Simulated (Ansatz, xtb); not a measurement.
## Relative energy of two isomers of C4H9PSSi

Structure a is `P[Si@@H]1SCC12CC2`, a singlet and structure b is `[SiH3]C1=CC[P@H](=S)C1`, a singlet. Both are isolated molecules in the gas phase, relaxed with B3LYP/def2-SVP; the shapes shown needn't be the lowest conformers.

a (Å):

```xyz
16

C     0.8453    1.9884   -1.6744
C     0.7791    0.8623   -0.6247
C    -0.3901   -0.0993   -0.5624
C    -0.1901    0.9030    0.5355
P     3.8028    1.0223    1.2139
S     2.6465    1.9353   -2.2117
Si    2.6137    0.4322   -0.6499
H     3.8277   -0.3082    1.7459
H     5.0544    0.8567    0.5395
H     2.9506   -0.9602   -1.0809
H     0.1991    1.8142   -2.5486
H     0.6228    2.9827   -1.2579
H    -0.1879   -1.1563   -0.3614
H    -1.2117    0.0683   -1.2671
H     0.1504    0.5585    1.5174
H    -0.8753    1.7563    0.5810
```

b (Å):

```xyz
16

C     0.5576   -0.6718   -0.1867
C     1.0174   -1.3402   -1.2672
C     1.4821   -0.5367   -2.4554
C     0.5766    0.8426   -0.3132
P     0.7600    1.1515   -2.1427
S     1.6541    2.7543   -2.7998
Si   -0.0443   -1.5309    1.3753
H     0.0407   -3.0076    1.1891
H     0.7874   -1.1248    2.5470
H    -1.4570   -1.1396    1.6614
H     1.0667   -2.4340   -1.3003
H     1.1604   -0.9456   -3.4262
H     2.5811   -0.4304   -2.4915
H    -0.5827    0.9536   -2.5849
H     1.4497    1.2951    0.1893
H    -0.3218    1.3414    0.0844
```

Quicker runs give these differences E(b) − E(a): GFN2-xTB −0.597 eV; HF/STO-3G +1.840 eV (at GFN2-xTB geometries); r2SCAN-D4/def2-SVP −0.364 eV (at GFN2-xTB geometries).

Task: Estimate E(b) − E(a) at the level CCSD(T)/def2-SVP + ΔMP2/def2-TZVPP.

Result: Calculated at CCSD(T)/def2-SVP + ΔMP2/def2-TZVPP: E(b) − E(a) = −0.542 eV, so structure b lies lower.

How the difference moves with the method:

```csv
level,geometry,E(b) − E(a) (eV),departure from the last row (eV),"job, with rough time for the two"
GFN2-xTB,GFN2-xTB,−0.597,−0.055,"optimisation, 0.3 s"
HF/STO-3G,GFN2-xTB,+1.840,+2.383,"single point, 0.52 s"
r2SCAN-D4/def2-SVP,GFN2-xTB,−0.364,+0.179,"single point, 6.1 s"
B3LYP/def2-SVP,B3LYP/def2-SVP,−0.312,+0.231,"optimisation, 93 s"
HF/def2-SVP,B3LYP/def2-SVP,−0.443,+0.100,part of the CCSD(T) run
MP2/def2-SVP,B3LYP/def2-SVP,−0.219,+0.323,part of the CCSD(T) run
CCSD(T)/def2-SVP,B3LYP/def2-SVP,−0.184,+0.359,single point
CCSD(T)/def2-SVP + ΔMP2/def2-TZVPP,B3LYP/def2-SVP,−0.542,,"single point, 99 s"
```

As drawn, b has 1 C=C, 2 C–P, 1 P=S, 2 Si–H in place of 1 P–Si, 1 S–Si, 1 C–S, 2 C–C, 1 P–H, 1 C–H. Structure a has a 3-membered ring and a 4-membered ring, b a 5-membered ring.

HF/STO-3G puts the two in the other order. The largest departure from CCSD(T)/def2-SVP + ΔMP2/def2-TZVPP is that of HF/STO-3G, 2.383 eV. The last row adds to CCSD(T) the change of the MP2 difference between the two basis sets, here −0.359 eV, a large step that makes the value less sure.

With thermal terms from frequencies at re-optimised GFN2-xTB minima (ideal gas, soft modes damped towards free rotors, one conformer each, 298.15 K, 1 atm): the zero-point term adds −0.127 eV; ΔH is −0.671 and ΔG −0.657 eV.

The correlated steps freeze 19 core orbitals. Run with Ansatz 0.2.0, xtb 6.7.1; the last row on 4 threads of Arm Neoverse V1 on a shared host.

The phosphine sulfide b is favoured, probably because it gains a strong, highly polar P=S bond and sheds the strain of the spiro-linked three- and four-membered rings. Together these outweigh the loss of the Si–S bond, though the energies don't separate the two contributions. The reversed order from HF/STO-3G most likely reflects its lack of d polarisation functions on phosphorus and sulfur, which the P=S bond needs for polarisation and back-donation from sulfur. Missing correlation is not the main culprit, since HF/def2-SVP already favours b. The further shift towards b in the larger basis fits the same picture. In the small basis, correlation instead favours a, so the closeness of HF/def2-SVP to the final value owes much to opposing errors. Zero-point energy reinforces the preference, plausibly in part because b exchanges stiff C–H and P–H stretches for softer Si–H ones, while entropy barely matters. The preference is thermodynamic and says nothing about how readily a would rearrange to b.
